\textbf{Lecturer:} A grain boundary of length $L$ crosses an abrupt $p^+n$ polysilicon junction at right angles, at 300~K. These data are made for the exercise and rounded: $N_D=1.0\times10^{16}$~cm$^{-3}$, excess currents $I_R/L=2.3$~pA/cm ($\pm5\%$) at $V_R=1.0$~V reverse and $I_F/L=0.73$~nA/cm ($\pm3\%$) at $V=0.300$~V forward, and boundary trap capacitance $C_t=8.0$~nF/cm$^2$ ($\pm10\%$). Typical inputs are $n_i=1.0\times10^{10}$~cm$^{-3}$ and $v_{th}=10^7$~cm/s for both carriers. The permittivity $\epsilon=11.7\,\epsilon_0$ is the value compiled by the Ioffe Institute. Find the trap density $D_t$ (per area and energy), the cross section $\sigma$ and the neutral collection length $\ell$.

\textbf{Student:} Shockley--Read--Hall treats one level.

\textbf{Lecturer:} So sum it. With $x=(E-E_i)/kT$, constant $D_t$ and $U>0$ for recombination,
\begin{equation}
U=D_tkTv_{th}\int\frac{(np-n_i^2)\,dx}{(n+n_ie^{x})/\sigma_p+(p+n_ie^{-x})/\sigma_n}.
\end{equation}
For $n=p=0$ the denominator is $2n_i\cosh(x-x_0)/\sqrt{\sigma_n\sigma_p}$, with $e^{2x_0}=\sigma_p/\sigma_n$, so
\begin{equation}
G=-U=\frac{\pi}{2}s_0n_i,\qquad s_0=kTD_tv_{th}\sqrt{\sigma_n\sigma_p}.
\end{equation}

\textbf{Student:} Infinite limits in a finite gap?

\textbf{Lecturer:} Half of 1.12~eV (compiled by Wing 2021) is $21.7\,kT$, so $G$ changes by $5\times10^{-10}$ of itself. Now set $\sigma_n=\sigma_p=\sigma$ and $V_T=kT/q=25.85$~mV. Let $\psi$ be the band bending from the neutral $n$ side. Donors less mobile electrons give the field $F^2=2qN_D(\psi-V_T)/\epsilon$ for $\psi\gg V_T$.

\textbf{Student:} Then $I_R=qGWL$, with $W$ the depletion width.

\textbf{Lecturer:} Too wide. With flat quasi-Fermi levels, $n=n_i$ at $\psi=\phi_n=V_T\ln(N_D/n_i)=0.357$~V and $p=n_i$ at $\phi_n+V_R$. Level $x$ generates until $n$ or $p$ reaches $2n_i\cosh x$. The mean of $\ln(2\cosh x)$ with weight $1/\cosh x$ is $\ln4$, so each edge moves outward by $\delta=V_T\ln4$. Integrating $d\psi/F$,
\begin{equation}
W_g=\sqrt{\frac{2\epsilon}{qN_D}}\left[\sqrt{\phi_n+V_R+\delta-V_T}-\sqrt{\phi_n-\delta-V_T}\right]=0.225~\mu\mathrm{m}.
\end{equation}

\textbf{Student:} So $G=6.38\times10^{11}$~cm$^{-2}$s$^{-1}$, $s_0=40.6$~cm/s and $\sigma D_t=1.57\times10^{-4}$~eV$^{-1}$. The forward current should split that product.

\textbf{Lecturer:} It cannot. Put $A=e^{V/2V_T}=331$, $n=n_iAe^{y}$, $p=n_iAe^{-y}$. For $b>1$, $\int dx/(b+\cosh x)=2\,\mathrm{arccosh}(b)/\sqrt{b^2-1}$, here with $b=A\cosh y$. The peak at $y=0$ is
\begin{equation}
U_{\max}=s_0n_i\sqrt{A^2-1}\,\mathrm{arccosh}A\simeq n_i\sigma v_{th}D_t\left(\frac{qV}{2}+kT\ln2\right)A,
\end{equation}
or $8.73\times10^{14}$~cm$^{-2}$s$^{-1}$, and only $s_0$ enters. For $A\gg1$, $U=s_0n_iA\ln(2A\cosh y)/\cosh y$. A step $dy$ spans a length $(V_T/F)\,dy$, with $F=23.7$~kV/cm at $\psi=\phi_n-V/2$, so
\begin{equation}
I_{sc}/L=\pi qs_0n_iA\ln(4A)\,V_T/F=0.53~\mathrm{nA/cm}.
\end{equation}

\textbf{Student:} That leaves 0.20~nA/cm. Your model fails.

\textbf{Lecturer:} The boundary continues into the neutral $n$ side. With $n=N_D$ the same integral gives $U=s_n\Delta p$, where $s_n=2s_0\ln(N_D/n_i)=1.12\times10^3$~cm/s and $\Delta p=n_i^2(A^2-1)/N_D=1.10\times10^9$~cm$^{-3}$ at the depletion edge. Then $I_n/L=qs_n\Delta p\,\ell$ gives $\ell=10~\mu$m, an effective length that absorbs the small barrier at the boundary. In reverse this term is under $0.1\%$. Finally $C_t=q^2D_t$ gives $D_t=5.0\times10^{10}$~cm$^{-2}$eV$^{-1}$ and $\sigma=3.1\times10^{-15}$~cm$^2$.

\textbf{Student:} Is that unique?

\textbf{Lecturer:} Within the model, yes, as each datum fixes one unknown in turn. Beyond it, no. Unequal cross sections leave $\sqrt{\sigma_n\sigma_p}$ and roughly $\ell\sqrt{\sigma_p/\sigma_n}$. The capacitance probes levels 0.36~eV above $E_i$, while $G$ probes a few $kT$ around it, so $\sigma$ rests on uniformity. One level at $E_i$ with the same $G$ gives $\pi/(2\ln4A)=0.22$ of our $I_{sc}$, and a longer $\ell$ hides that. A voltage sweep helps, since at fixed $F$ the ideality factor of $I_{sc}$ is $2/(1+1/\ln4A)=1.76$ against about 2.

\textbf{Student:} And the errors?

\textbf{Lecturer:} $s_0$ carries $5\%$ and $\sigma$ $11\%$ in quadrature, and both scale nearly as $1/n_i$. Since $I_{sc}\propto s_0\propto I_R$,
\begin{equation}
d\ln\ell=\frac{I_F}{I_n}\,(d\ln I_F-d\ln I_R),\qquad\frac{I_F}{I_n}=3.7,
\end{equation}
which turns $5.8\%$ into $21\%$, so $\ell=10\pm2~\mu$m.

\textbf{Student:} What did you drop?

\textbf{Lecturer:} The variation of $F$ across the peak raises $I_{sc}$ by $2\%$ at second order and lowers $\ell$ by $6\%$. Trapped charge distorts the field by a fraction of order $C_tW_g/2\epsilon=0.09$, which can rival the bar on $\ell$. Worst, Coulombic traps would see a Poole--Frenkel lowering $\sqrt{qF/\pi\epsilon}=57$~mV at 65~kV/cm, the upper generation edge. That exceeds $2V_T$, and our $s_0$ would then be too large. These numbers are the model's. Its $s_n$ lies within the typical $10^2$--$10^5$~cm/s of silicon boundaries.